**Li Rydberg states in spin-polarised LDA: what the quantum defects are made of**

The decision is whether to take a quantum defect from a total-energy-difference LDA run and use it to place higher members of a Rydberg series, and whether the orbital eigenvalue can stand in for the binding energy. For these lithium states the answer is no on both counts. The binding energies carry a self-interaction error of order 0.1 eV that shrinks much more slowly than the level spacing. The apparent defect therefore grows by 0.13 to 0.18 per unit of n in the s, p and f series, where a true defect would be nearly constant. The eigenvalue recovers only one half to seven tenths of the binding energy.

Li atom with one spin-up electron in an outer orbital over a 1s² core, from all-electron, non-relativistic, spin-polarised LDA (Slater exchange, VWN5 correlation) in Quantum ESPRESSO 7.5 (ld1.x), with spherical densities and a point nucleus. Excitation and binding energies are total-energy differences from the 1s² 2s configuration and from Li⁺, respectively.

| outer orbital | energy above the ground configuration (eV) | binding energy (eV) | quantum defect | outer eigenvalue (eV) | outer mean radius (bohr) | −ε / binding energy |
| --- | --- | --- | --- | --- | --- | --- |
| 4s | 4.2685 | 1.2048 | 0.6395 | -0.77529 | 18.136 | 0.644 |
| 5s | 4.7119 | 0.76135 | 0.7726 | -0.50689 | 29.374 | 0.666 |
| 7s | 5.0874 | 0.38586 | 1.062 | -0.26871 | 59.955 | 0.696 |
| 6p | 4.9944 | 0.47891 | 0.6699 | -0.32541 | 46.901 | 0.679 |
| 7p | 5.1168 | 0.35650 | 0.8222 | -0.24753 | 64.234 | 0.694 |
| 6d | 5.0173 | 0.45591 | 0.5372 | -0.30570 | 47.330 | 0.671 |
| 4f | 4.5421 | 0.93116 | 0.1775 | -0.46840 | 17.281 | 0.503 |
| 5f | 4.8412 | 0.63207 | 0.3604 | -0.38081 | 29.718 | 0.602 |
| 6f | 5.0197 | 0.45352 | 0.5227 | -0.29328 | 44.788 | 0.647 |

**Definitions.** Each row is a doublet, 1s² plus one spin-up electron in the orbital nl, with 2s empty. The binding energy B is the total energy of Li⁺ minus that of the excited atom. The quantum defect δ is defined by B = Ry/(n − δ)², with Ry = 13.606 eV. ε is the outer eigenvalue and ⟨r⟩ the outer mean radius. Excitation energy plus B is 5.4733 eV in every row by construction, the calculated ionisation energy from 2s.

**The f rows isolate the error.** Outside the Li⁺ core an electron should feel −1/r, and an f electron is held off the core by its centrifugal barrier. The same runs confirm this: the 1s mean radius is 0.58475 bohr in Li⁺ and in all three f rows, against 0.5854 bohr with 4s occupied. B should then be Ry/n², and real f defects are indeed close to zero. The table has 4f, 5f and 6f overbound by 0.081, 0.088 and 0.076 eV, which is 9.5, 16 and 20 % of the hydrogenic values. Polarisation of the core cannot supply this. A rough recalled polarisability gives a shift of order 10⁻⁴ eV, and a spherical density has no induced dipole in the first place. Relativistic terms are left out, and for outer electrons at Z = 3 they are far smaller than 0.08 eV.

**Model.** The Hartree energy includes the repulsion U of the outer electron with its own density. An exact functional cancels it with the exchange-correlation energy Exc of that density, and a local functional leaves a remainder:

S = U + Exc, B ≈ Ry/(n − δₗ)² − S,

where δₗ is the defect due to the core. S can be evaluated with nothing fitted on a spherical hydrogenic nl density, using fully polarised Slater exchange and VWN5 correlation. Since dB/dδ ≈ 2Ry/n³, an energy error appears in the defect multiplied by n³/2Ry. That lever explains the climb: 2Ry/n³ falls from 0.425 eV at n = 4 to 0.126 eV at n = 6, while the f error stays near 0.08 eV.

**Worked case, 6f, with δₗ = 0 and no fit.** Ry/36 = 0.3779 eV and the hydrogenic density gives S = −0.0683 eV, so B = 0.4462 eV, 1.6 % below the table's 0.45352 eV. Then n − δ = √(13.606/0.4462) = 5.52 and δ = 0.48, against 0.5227. About nine tenths of this defect is first-order self-interaction. The linear lever applied to the full overbinding gives 0.60, too much, because a 20 % change of B is past the linear range.

**Check from the energy terms of the runs.** For f and d the Hartree energy of the atom minus that of Li⁺, less the core–outer repulsion 2⟨1/r⟩, is U, and the change in exchange-correlation energy is Exc. For 4f these are 0.7138 and −0.8044 eV, so S = −0.091 eV. This is larger in size than both the overbinding (0.081) and the hydrogenic estimate (0.073), and the same order holds in 5f, 6f and 6d. Orbital relaxation accounts for it. The orbital deforms to lower S, by 0.018 eV in 4f, and pays in kinetic and −1/r energy, here 0.010 eV. At a quadratic minimum the cost is half the gain, and it is close to half in all four rows. In 4f the deformation is a change of shape rather than a plain shrinkage: ⟨r⟩ falls by 4 % but ⟨1/r⟩ rises by about 1 % above its hydrogenic value of 1/16 bohr⁻¹. For s and p this split is not valid, because 2⟨1/r⟩ overstates the repulsion of an electron that enters the core.

**Why the error is negative, and why it peaks at 5f.** The sign is not universal: the same evaluation on hydrogen 1s gives S = +0.61 eV. In the f rows U follows the size of the orbital, U·⟨r⟩ being 0.7138 × 17.281 = 12.3 eV·bohr for 4f and 12.2 for 5f and 6f. The product |Exc|·⟨r⟩ grows, from 0.8044 × 17.281 = 13.9 for 4f to 0.3547 × 44.788 = 15.9 for 6f. Two standard features of a local functional point this way, though the table does not give their shares in the growth. Radial nodes gather the density into lobes, which makes the locally evaluated exchange energy more negative but hardly changes the long-range U. And LDA assigns a correlation energy to a lone electron, which gains weight relative to exchange as the density falls. The negative sign in 4f comes from this second feature: 4f has no radial node, and on its hydrogenic density the local exchange energy alone is smaller in size than U, which would leave S positive. With both features at work, the uncancelled share of Exc doubles from 11 % at 4f to 23 % at 6f while both terms shrink as the orbital grows. A rising share times a falling scale can pass through a maximum, and here it does so at 5f. The near-constant 0.08 eV is a feature of this window of n. If S·n² levelled off at high n, n − δ would become a fixed fraction of n and δ would keep growing in proportion to n; the table does not reach that regime.

**Penetrating orbitals.** Defects may be compared across l only at equal n. At n = 6 they run p 0.670, d 0.537, f 0.523, the order that core penetration gives, though part of the small d–f step is self-interaction. The 1s radius agrees, being disturbed in 6p (0.5850 bohr for the up spin) and scarcely in 6d. Removing S, evaluated on a hydrogenic density scaled to the table's ⟨r⟩, turns the s defects 0.64, 0.77, 1.06 into 0.44, 0.46, 0.49. These lie near the 0.423 that the ground 2s state gives uncorrected, where the wide level spacing makes the error matter little, and near the measured s defect of about 0.4 (rough, recalled). The 7s defect above 1, with B lying 0.008 eV deeper than hydrogenic n = 6, is no change of state: it is penetration plus self-interaction in about equal parts. The s rows also show that the climb does not need the spherical averaging of l > 0 shells, though how much that averaging adds to S for p, d and f cannot be told here.

The p series is where the picture is weakest. The corrected defect is about 0.2, well above the measured value of roughly 0.05 (recalled), and 6p − 6d is 0.133. A guess is that the local exchange-correlation attraction where the p orbital overlaps the core tail is too strong. Differences at equal n therefore help unevenly: 4s − 4f = 0.462 and 5s − 5f = 0.412 come out near the real s defect, whereas 7s − 7p = 0.240 is too small.

**How the fits compare.** The analysis output printed below gives the residuals. One defect per l was fitted to all nine binding energies, the single d row being matched exactly. That alone leaves 30 meV rms, worst at 7s with 46 meV. Adding a free constant shift gives 6.3 meV, but the shift trades against the defects. Subtracting S gives 5.1 meV with unscaled densities and 2.1 meV with scaled ones, which borrow the radius from the table. All exceed the rounding of 0.05 meV, and the corrected defects still drift upward with n, by 0.044 in s. The leftover f defect of about 0.02 is no core effect, since relaxation is outside the model.

**Eigenvalue against binding energy.** The energy counts U once, while the eigenvalue, its derivative with respect to occupation, counts 2U because U is quadratic in the density. Hence B + ε = U + ⟨vxc⟩ − Exc, with vxc the exchange-correlation potential. For pure exchange ⟨vxc⟩ = (4/3)Exc and the gap is U + Exc/3. In the energy the two terms cancel to a small remainder, and in the gap most of U survives, which is the missing −1/r tail of the LDA potential seen as an expectation value. The scaled densities reproduce B + ε within 2.1 % in all nine rows, and the gap is 7 to 8 eV·bohr divided by ⟨r⟩ throughout. 4f has the smallest radius, hence the largest gap (0.463 eV), and no penetration to enlarge B, so its ratio 0.503 is the lowest. 4s is almost as compact but binds 1.2048 eV and reaches 0.644. The same gap reverses one pair: 4f is bound 0.170 eV more strongly than 5s, yet its eigenvalue lies 0.039 eV higher. The ground 2s state is no better, at 0.578.

**Radii and excitation energies.** The f orbitals are 4 to 7 % more compact than hydrogenic ones, but much less than their defects imply. For 6f, n − δ = 5.477 would give (3 × 5.477² − 12)/2 = 39 bohr, against 44.788 in the table and 48 for hydrogen. Most of the error shifts the energy without reshaping the orbital. Excitation energies mask it, because the calculated ionisation energy exceeds the measured one, about 5.4 eV (rough, recalled), by a similar amount, and the two errors partly cancel in the difference.

**Use.** These binding energies are too large by roughly 0.1 eV, most of all at 4s, and at n = 6 the error is worth more than half a unit of defect. Continuing the slopes, the same method should give about 0.9 for 6s and, as an extrapolation, about 0.7 for 7f. Real Rydberg levels call for a functional that gives a lone electron no self-interaction, in the energy as well as in the −1/r tail of the potential. A self-interaction correction does this. Exact exchange does it only if no local correlation energy is left on the outer electron.

Printed output of the fit:

```
exc+bind 5.4733 eV, spread 1.0e-04; rounding <=5e-5 eV each; 2s defect 0.423
2s -eps/IE 0.578 (eps from outputs); check H 1s: U 0.3125 Ha, S +0.607 eV
eV: orb Ry/n2 overbind S_H S_scaled S_outputs(f,d valid) | defect table, minus S_H, minus S_scaled
4s 0.8504 0.3544 -0.1080 -0.1288 -0.4244 | 0.639 +0.478 +0.444
5s 0.5442 0.2171 -0.0852 -0.1012 -0.2580 | 0.773 +0.514 +0.460
7s 0.2777 0.1082 -0.0554 -0.0650 -0.1268 | 1.062 +0.583 +0.488
6p 0.3779 0.1010 -0.0693 -0.0760 -0.1320 | 0.670 +0.237 +0.189
7p 0.2777 0.0788 -0.0563 -0.0619 -0.1004 | 0.822 +0.268 +0.204
6d 0.3779 0.0780 -0.0696 -0.0736 -0.0869 | 0.537 +0.066 +0.035
4f 0.8504 0.0808 -0.0729 -0.0739 -0.0906 | 0.177 +0.018 +0.016
5f 0.5442 0.0878 -0.0795 -0.0826 -0.0970 | 0.360 +0.038 +0.024
6f 0.3779 0.0756 -0.0683 -0.0718 -0.0831 | 0.523 +0.057 +0.029
eV: orb U Exc (scaled) U*n2 Exc*n2 | B+eps table, model, err% | -eps/B | r/rH, rH bohr
4s 0.671 -0.800 10.74 -12.80 | 0.4295 0.4212 -1.9 | 0.644 | 0.756 24.0
5s 0.414 -0.515 10.35 -12.88 | 0.2545 0.2526 -0.7 | 0.666 | 0.783 37.5
7s 0.203 -0.268 9.93 -13.12 | 0.1171 0.1182 +0.9 | 0.696 | 0.816 73.5
6p 0.259 -0.335 9.33 -12.07 | 0.1535 0.1538 +0.2 | 0.679 | 0.885 53.0
7p 0.189 -0.251 9.27 -12.31 | 0.1090 0.1099 +0.9 | 0.694 | 0.886 72.5
6d 0.257 -0.331 9.25 -11.90 | 0.1502 0.1530 +1.9 | 0.671 | 0.928 51.0
4f 0.712 -0.786 11.39 -12.57 | 0.4628 0.4665 +0.8 | 0.503 | 0.960 18.0
5f 0.410 -0.492 10.24 -12.31 | 0.2513 0.2555 +1.7 | 0.602 | 0.943 31.5
6f 0.272 -0.343 9.78 -12.36 | 0.1602 0.1636 +2.1 | 0.647 | 0.933 48.0
outputs, eV: orb U Exc U*n2 Exc*n2 | -S/overbind, -S-overbind, U+Exc/3 | core polarisation shift
6d 0.2546 -0.3415 9.16 -12.29 | 1.11 0.0089 0.141 | 2e-04
4f 0.7138 -0.8044 11.42 -12.87 | 1.12 0.0098 0.446 | 1e-04
5f 0.4099 -0.5069 10.25 -12.67 | 1.10 0.0092 0.241 | 6e-05
6f 0.2716 -0.3547 9.78 -12.77 | 1.10 0.0075 0.153 | 3e-05
fits of B, defects s p d f (single d row fits exactly); residuals model-table in meV
d_l only: p [0.671 0.711 0.537 0.235] rms 29.8 worst 7s
    [ 22.8 -35.4 -46.2   7.4 -12.5   0.   28.5 -32.9 -44.2]
d_l + const c: p [0.543 0.21  0.073 0.041 0.069] rms 6.3 worst 5f
    [  2.3  -7.9   9.   -4.5   7.2   0.    5.7 -10.1  -1.7]
d_l - S_H: p [0.487 0.245 0.066 0.025] rms 5.1 worst 7s
    [ 5.4 -8.3 -9.8  1.2 -2.   0.   2.7 -2.9 -4.2]
d_l - S_scaled: p [0.448 0.193 0.035 0.018] rms 2.1 worst 7s
    [ 2.3 -3.6 -3.9  0.6 -0.9 -0.   1.  -1.2 -1.4]
s: defect slope per n [0.133 0.145]; range table 0.423, -S_H 0.106, -S_scaled 0.044
p: defect slope per n [0.152]; range table 0.152, -S_H 0.031, -S_scaled 0.015
f: defect slope per n [0.183 0.162]; range table 0.345, -S_H 0.039, -S_scaled 0.013
equal n: 4s-4f 0.462 5s-5f 0.412 7s-7p 0.240 6p-6d 0.133 6d-6f 0.014
f overbinding % [ 9.5 16.1 20. ]; 2Ry/n3 eV [0.425 0.218 0.126]; linear defect [0.19  0.404 0.6  ]
B(7s)-Ry/36 +0.0079; B(4f)-B(5s) +0.1698; eps(4f)-eps(5s) +0.0385 eV
```
